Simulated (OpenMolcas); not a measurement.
## A ladder of methods for BH3O (BH2(OH))

The species is BH3O (5 atoms), meant as a singlet with charge 0. SMILES: `[H]B([H])O`. Geometry: relaxed at GFN2-xTB.

```csv
atom,x (Å),y (Å),z (Å)
B,0.2710,0.3025,-0.1085
H,1.4036,0.3900,-0.3956
H,-0.4329,1.2514,-0.0807
O,-0.1594,-0.9187,0.1745
H,-1.0822,-1.0252,0.4103
```

Quantity: the energy change with the O4–H5 bond stretched from 0.958 to 1.677 Å, in eV. The values are calculated.

| level | kind | program | value (eV) | less FCI/STO-3G | CPU time (all runs) |
| --- | --- | --- | --- | --- | --- |
| HF/STO-3G (restricted) | Hartree–Fock | OpenMolcas | 5.32 | +2.45 | 3.2 s |
| SVWN5/STO-3G (restricted) | LDA | OpenMolcas | 3.24 | +0.37 | 8.7 s |
| r2SCAN/STO-3G (restricted) | meta-GGA | OpenMolcas | 3.42 | +0.55 | 11 s |
| M06-2X/STO-3G (restricted) | hybrid meta-GGA | OpenMolcas | 4.03 | +1.16 | 9.5 s |
| B2PLYP/STO-3G (restricted) | double hybrid | OpenMolcas | 3.65 | +0.78 | 8.2 s |
| MP2/STO-3G (restricted) | perturbation theory | OpenMolcas | 3.78 | +0.91 | 3.3 s |
| SC-NEVPT2(2,2)/STO-3G | multireference | OpenMolcas | 2.95 | +0.08 | 3.3 s |
| CCSD(T)/STO-3G (restricted) | coupled cluster or CI | OpenMolcas | 2.89 | +0.02 | 4.4 s |
| CISD/STO-3G (restricted) | coupled cluster or CI | OpenMolcas | 3.28 | +0.41 | 3.6 s |
| FCI/STO-3G | exact in the basis | OpenMolcas | 2.87 | 0.00 | 28 s |

FCI/STO-3G is exact within its basis and frozen core, so for wave-function methods in that basis the difference is their error; functionals converge differently with the basis, so for them it is only a difference. Spin-restricted single references rise too steeply as a bond breaks, Hartree–Fock most of all. The first shape isn't each level's own minimum. The values span 2.87 to 5.32 eV. All rows use very small basis sets, so even the best lies far from the true value. CPU times are rough (shared hosts, several kinds of processor): they show what a rung costs within a factor of a few.

Stretching the O–H bond brings its σ and σ* orbitals closer in energy, so the doubly excited σ*² configuration gains weight and left-right correlation grows. A single closed-shell determinant can't follow this, because it keeps too much ionic character in the stretched bond. MP2 removes more than half of the Hartree–Fock excess, but still treats the growing mixing as a small perturbation. CISD treats it variationally and does better, though it lacks the simultaneous pair excitations that coupled cluster builds from products of doubles. That SC-NEVPT2 comes within 0.08 eV of FCI with only two active electrons suggests that the strong correlation is largely confined to the breaking bond.

Among the functionals, the semilocal ones give the smallest rises, probably because their exchange mimics part of the left-right correlation that exact exchange leaves out. B2PLYP falls below M06-2X despite a similar share of exact exchange, which points to its perturbative correlation term. The close CCSD(T) result holds for a partly stretched bond and doesn't establish its reliability towards full dissociation.
